## Does a phase error of −π stay at −π? The s channel of a lanthanum pseudopotential

Outside its core radius a pseudopotential equals the all-electron potential, so the two atoms scatter alike exactly when their radial waves u = rR have the same logarithmic derivative at a test radius r. The table (scalar-relativistic LDA) gives this as the unwrapped phase φ = arctan(r u′/u) of the all-electron s wave, and as the error, pseudo minus all-electron, for four potentials. All four have a bound ghost in the p channel, which no s phase can show, so none is sound whatever these columns say.

s-wave scattering phases of La from ld1.x 7.5, scalar-relativistic LDA (Perdew-Zunger), for Troullier-Martins pseudopotentials with the s channel local and s radius 2.95 bohr. Unless a column says otherwise, the radii are p 3.1, d 2.7, core correction 0.85 and test 3.364 bohr. Errors are pseudo minus all-electron, with multiples of π matched at the 6s level.

```csv
energy (Ry),"phase s all-electron, base (rad)","phase s error, base (rad)","phase s error, core correction radius 1.9 bohr (rad)","phase s error, d radius 2.38 bohr (rad)","phase s error, p radius 2.08 bohr; test radius 3.2 bohr (rad)"
-2.000,1.3386,-0.0248,-0.0248,-0.0248,-0.0356
-1.520,1.2812,-0.0204,-0.0204,-0.0204,-0.0269
-1.040,1.1819,-0.0175,-0.0175,-0.0175,-0.0204
-0.560,0.9366,-0.0093,-0.0093,-0.0093,-0.0086
-0.080,-0.0424,-0.0290,-0.0290,-0.0290,-0.0252
0.400,-1.1257,-0.1731,-0.1731,-0.1731,-0.2851
0.880,-1.4001,-0.6031,-0.6031,-0.6031,-0.5643
1.360,-1.5103,-2.8101,-2.8101,-2.8101,-2.4860
1.840,-1.5757,-2.9845,-2.9845,-2.9845,-2.9175
2.320,-1.6266,-3.0206,-3.0206,-3.0206,-2.9997
2.800,-1.6770,-3.0245,-3.0245,-3.0245,-3.0274
3.280,-1.7407,-3.0057,-3.0057,-3.0057,-3.0350
3.760,?,?,?,?,?
4.240,?,?,?,?,?
4.720,?,?,?,?,?
```

The base error is at most 0.03 rad in size up to −0.08 Ry, falls to −2.81 at 1.36 Ry, and stays between −2.98 and −3.03 from 1.84 to 3.28 Ry. The problem is to predict the last three rows.

### How the phase moves with energy

From −u″ + Vu = Eu (Rydberg units, small relativistic terms neglected) follows d(u′/u)/dE = −∫u²dr / u(r)², the integral running from 0 to r. The phase can only fall, as it does in every known row. Far below the potential a nodeless wave grows steeply and φ approaches π/2; the all-electron phase, on the branch matched at 6s, gains a further π at each core s level, of which the first, 5s, lies below the range of the table. A node at r means φ = −π/2, −3π/2, …, and u′(r) = 0 means φ = 0, −π, …. At these last energies E_λ the function cot φ has poles:

cot φ = u/(r u′) = Σ γ_λ²/(E_λ − E) + smooth background, with γ_λ² = u(r)²/(r∫u²dr).

Between poles cot φ is small and φ dwells near an odd multiple of −π/2; across a pole it drops by about π.

Two limits set the spacing. For a free electron cot φ = tan(kr)/(kr), every γ² is 2/r² = 0.177 Ry, and the poles lie at (n − ½)²π²/r², that is 0.22, 1.96 and 5.45 Ry. In a deep well the accumulated phase ∫k dr grows with energy only at the rate ∫dr/2k, slowly where the electron is fast, so the poles lie far apart. The all-electron 6s wave belongs to the second limit; a nodeless wave in a flat potential would be nearer the first, though the s potential here proves far from flat. At the reference energy the pseudo wave is matched to the all-electron wave outside the core radius, so the phases agree there; norm conservation makes their slopes agree too, since for equal u(r) and u′(r) the slope depends on ∫u² alone (the interpolated slopes are both −2.19 rad/Ry, which is built in and tests nothing). This match does not fix where the next pole falls.

### What the known rows show

The pseudo phase is the sum of the all-electron and base error columns. Fits of the pole form to the twelve known rows (two poles and a linear background for the all-electron wave, three poles and a constant for the pseudo wave) put the first pole at −0.093 and −0.099 Ry. The pseudo wave has a second pole at 1.05 Ry with no all-electron partner below 3.28 Ry. The error near −π is therefore one extra pseudo level, with both phases dwelling near nodes. Only two rows 0.48 Ry apart bracket this pole, and a narrower level could pass unseen.

The s channel is the local potential and has no projector, so this is no separable-form ghost. The extra pole comes earlier than even the free-electron spacing allows, and its γ² is 0.39 of the first, which means weight held inside the sphere. The pseudo 6s wave of the base run shows where: second differences of its tabulated values give V = E + u″/u of about −2.0 Ry near 0.6 bohr and +1.3 Ry near 1.9 bohr. The s potential is an inner well behind a barrier, and the pole at 1.05 Ry lies just under the barrier top, a resonance of that well. Whether a smaller s radius would remove it is untested, since that radius is the same in all four runs.

Changing the core correction or the d radius leaves every known row unchanged. This is by construction: both cancel from the screened s potential of the reference atom, and nothing follows for other configurations. The last column changes the p radius and the test radius together. Carrying both waves inward from 3.364 to 3.2 bohr with one fitted constant potential (−0.83 Ry) reproduces that column to 0.0002 rad rms, against 0.10 rad rms between the two columns, so the test radius accounts for the difference.

### Forecast

The next all-electron pole can be located by hand. Removing the first pole means adding 0.295/(E + 0.093) to cot φ. At 2.32, 2.80 and 3.28 Ry, cot φ is 0.0559, 0.1066 and 0.1716, and the remainders are 0.1781, 0.2086 and 0.2590, with steps 0.03046 and 0.05044. For one pole at E₂ = 3.28 + x plus a constant, the ratio of steps is 1 + 0.96/x = 1.656, so x ≈ 1.46 and E₂ ≈ 4.74 Ry. The upper step equals 0.48 γ²/(x(x + 0.48)), which gives γ² ≈ 0.30 Ry, and the remainder at 3.28 Ry then leaves a constant of 0.055. At 4.24 Ry, a row outside every fit, the two poles and the constant add up to cot φ ≈ 0.58, so φ = −π/2 − arctan 0.58 ≈ −2.1. A rising background from higher poles would lower E₂, so the forecast is centred slightly further down.

The expectation is that the all-electron wave meets its pole near 4.5–4.9 Ry while the pseudo phase only creeps, so that the error leaves −π upward at an accelerating rate. At 3.76, 4.24 and 4.72 Ry:

- all-electron phase: −1.85 ± 0.02 in the first row and −3.1 ± 0.5 in the last, with the hand estimate above for the row between
- base error: −2.94 ± 0.03, −2.72 ± 0.10, −1.7 ± 0.6, with the core-correction and d-radius columns identical to it
- error at 3.2 bohr: −3.02 ± 0.02 and −2.98 ± 0.04 in the first two rows and a slow further rise in the last, lagging because the pole lies higher at the smaller radius

The least-squares fits are far less sure. Over two background forms and three windows of rows they place E₂ anywhere from 4.0 to 5.7 Ry, because pole and background trade against each other, and their base error at 4.24 Ry is −1.7 ± 1.3. The narrow bars above rest on trusting the top rows and a weak background. A constant error and a parabola through the last three known rows serve as physics-free comparisons.

The withheld rows as computed:

```csv
energy (Ry),"phase s all-electron, base (rad)","phase s error, base (rad)","phase s error, core correction radius 1.9 bohr (rad)","phase s error, d radius 2.38 bohr (rad)","phase s error, p radius 2.08 bohr; test radius 3.2 bohr (rad)"
3.760,-1.8487,-2.9455,-2.9455,-2.9455,-3.0287
4.240,-2.1341,-2.7292,-2.7292,-2.7292,-3.0036
4.720,-3.4033,-1.6234,-1.6234,-1.6234,-2.9340
```

### Hits and misses

All seven forecasts with bars fall within them, and the three columns at 3.364 bohr remain identical. The hand estimate of −2.1 at 4.24 Ry compares with −2.1341 computed. Forecast minus computed is −0.001 and +0.30 rad for the all-electron phase in the first and last rows, and +0.006, +0.009 and −0.08 for the base error. The phase −3.4033 at 4.72 Ry lies past −π; there cot φ = −3.7, which with γ² ≈ 0.3 gives E₂ ≈ 4.72 − 0.3/3.7 = 4.64 Ry, inside the forecast window. The constant misses the last base error by 1.38 rad and the parabola by 1.19.

The claim that the pseudo phase only creeps was too strong. It falls from −4.7464 to −5.0267, with growing steps, and the fits miss it by 1.1, 1.3 and 2.0 times their bars, always on the high side. Part of that comes from the two-pole fits in the band, which have no third pole and fit the known rows far worse (rms 0.0050 against 0.0002 rad). The three-pole fit alone is 0.09 too high at 4.72 Ry, so the third pseudo pole acts somewhat sooner than the known rows indicated. The hit at 4.72 Ry is thus partly cancellation, since the forecasts imply a pseudo phase of −3.1 − 1.7 = −4.8, too high by 0.23, against 0.30 too high for the all-electron phase. At 3.2 bohr the misses in the first two rows, +0.009 and +0.024, share that sign, and the slow further rise in the last row is found. In that column the pole is not yet reached, and the parabola does better than the forecast, missing by at most 0.014.

The fitted bands contain every all-electron phase and error, but only by being wide; their centres miss by up to 1.3 rad. The all-electron fit to all known rows has E₂ = 4.37 Ry, too low, and its rms residual of 0.0008 rad, sixteen times the rounding of the table, shows that the two-pole form is incomplete. It omits the poles of the core s levels, 5s nearest, whose tail bends cot φ most in the lowest rows; the worst residual is at −2.00 Ry. The hand estimate uses only the top rows, where that tail is nearly flat, which is the likely reason it does better. The printed analysis below gives residuals and bands row by row.

The error of −1.62 at 4.72 Ry is no recovered accuracy: the all-electron count of levels is catching up while the pseudo wave approaches its third pole. The s potential follows the all-electron phase closely only up to about the first pole, the error being −0.17 rad by 0.40 Ry. In general the error changes by about −π at each unmatched pseudo pole and +π at each unmatched all-electron pole, and at a smaller test radius those steps are expected at higher energy, as long as the energy lies above the potential at that radius. This test on the reference atom does not give the error in a solid, where the frozen 5s and 5p shells of lanthanum set a further limit of untested size.

Numerical output:

```
table rounding 0.00005 rad; free-electron gamma2 = 2/r^2 = 0.177 Ry
all-electron poles/gamma2 (Ry): -0.093/0.295, 4.373/0.169 ; c 0.075, b 0.0090 1/Ry
  rms 0.0008 rad, worst -0.0017 at -2.00 Ry; second pole over all fits 3.996 to 5.745 Ry
  node at test radius (Ry): 1.79 ; at reference: phase 0.537 rad, slope -2.191 rad/Ry
pseudo poles/gamma2 (Ry): -0.099/0.272, 1.048/0.106, 5.803/0.285 ; c 0.049, b 0.0000 1/Ry
  rms 0.0002 rad, worst -0.0003 at -2.00 Ry; second pole over all fits 1.048 to 1.053 Ry
  node at test radius (Ry): 0.64, 2.91 ; at reference: phase 0.538 rad, slope -2.190 rad/Ry
other background: rms all-electron (constant) 0.0021, pseudo (two poles, linear) 0.0050 rad
pseudo gamma2 ratio, second/first pole: 0.39
radius transfer: V -0.825 Ry, rms miss 0.0002 rad; rms of run3-run0 0.1021 rad
E(Ry)  pseudo phase  error+pi  run3-run0 | model-table: all-el.  pseudo  transfer (rad)
 -2.00    1.3138    3.1168   -0.0108 |  -0.0017  -0.0003  -0.0002
 -1.52    1.2608    3.1212   -0.0065 |   0.0011  -0.0000  -0.0001
 -1.04    1.1644    3.1241   -0.0029 |   0.0011   0.0001   0.0000
 -0.56    0.9273    3.1323    0.0007 |  -0.0001   0.0003  -0.0001
 -0.08   -0.0714    3.1126    0.0038 |  -0.0003  -0.0001   0.0000
  0.40   -1.2988    2.9685   -0.1120 |   0.0010   0.0002   0.0006
  0.88   -2.0032    2.5385    0.0388 |  -0.0002  -0.0000  -0.0000
  1.36   -4.3204    0.3315    0.3241 |  -0.0007   0.0001   0.0003
  1.84   -4.5602    0.1571    0.0670 |  -0.0007   0.0001   0.0001
  2.32   -4.6472    0.1210    0.0209 |  -0.0001  -0.0001   0.0001
  2.80   -4.7015    0.1171   -0.0029 |   0.0009  -0.0003   0.0000
  3.28   -4.7464    0.1359   -0.0293 |  -0.0002   0.0002  -0.0001
withheld rows: predicted (mid-range of fits) +- (half-range plus rms), computed, miss = predicted-computed (rad)
all-electron 3.76 Ry: -1.918 +- 0.127, -1.8487, miss -0.070 (0.5 bars)
all-electron 4.24 Ry: -3.119 +- 1.233, -2.1341, miss -0.985 (0.8 bars)
all-electron 4.72 Ry: -3.343 +- 1.299, -3.4033, miss +0.060 (0.0 bars)
pseudo       3.76 Ry: -4.772 +- 0.020, -4.7942, miss +0.022 (1.1 bars)
pseudo       4.24 Ry: -4.811 +- 0.039, -4.8633, miss +0.052 (1.3 bars)
pseudo       4.72 Ry: -4.867 +- 0.078, -5.0267, miss +0.159 (2.0 bars)
error base   3.76 Ry: -2.854 +- 0.146, -2.9455, miss +0.091 (0.6 bars)
error base   4.24 Ry: -1.692 +- 1.272, -2.7292, miss +1.037 (0.8 bars)
error base   4.72 Ry: -1.524 +- 1.377, -1.6234, miss +0.099 (0.1 bars)
error r=3.2  3.76 Ry: -2.990 +- 0.063, -3.0287, miss +0.038 (0.6 bars)
error r=3.2  4.24 Ry: -2.435 +- 0.626, -3.0036, miss +0.569 (0.9 bars)
error r=3.2  4.72 Ry: -1.629 +- 1.443, -2.9340, miss +1.305 (0.9 bars)
base miss of constant: -0.060 -0.276 -1.382 ; of parabola: -0.019 -0.171 -1.190
r=3.2 miss of constant: -0.006 -0.031 -0.101 ; of parabola: +0.006 +0.014 -0.003
withheld rows, largest |run1-run0|, |run2-run0|: 0.0000, 0.0000 rad
```
